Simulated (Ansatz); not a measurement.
**How basis sets differ on CH7BGaN (SMILES C[B](N)[GaH2])**

CH7BGaN: 11 atoms, total charge 0, spin state singlet. As SMILES, `C[B](N)[GaH2]`. The shape is that of a PBE0-D4/def2-TZVP optimisation.

Quantity: the dipole moment, in D. The values are calculated.

```
      level          kind  program  value (D)  CPU time
  HF/STO-3G  Hartree–Fock   Ansatz       1.84       3 s
   HF/3-21G  Hartree–Fock   Ansatz       2.59     2.9 s
HF/def2-SVP  Hartree–Fock   Ansatz       2.48      10 s
HF/6-311G**  Hartree–Fock   Ansatz       2.41      17 s
```

All-electron rows without a relativistic Hamiltonian named are non-relativistic. The values span 1.84 to 2.59 D. Sets without polarisation functions give poor dipoles. Times are those of the runs behind each value, whatever else they computed, on shared processors of several kinds: orders of magnitude only.

The dipole moment does not change steadily as the basis grows: it rises from 1.84 D with STO-3G to 2.59 D with 3-21G, then settles at 2.48 and 2.41 D with the two polarised sets. The molecule is an aminoborane carrying a gallyl group, so its dipole reflects a balance between σ polarisation towards nitrogen and π donation from the nitrogen lone pair into the formally empty boron p orbital, with the polarity of the Ga–H and B–Ga bonds added. A minimal set fixes the radial size of the valence orbitals and cannot adapt them to this charge flow, which probably explains the low first value. Splitting the valence shell frees the charge to separate, while d functions on the heavy atoms let density shift back into the bonding regions, consistent with the slightly smaller moments that follow. The closeness of the two polarised results suggests that the main basis error is gone, but it does not establish the Hartree–Fock limit, since neither set has diffuse functions to test the outer density.
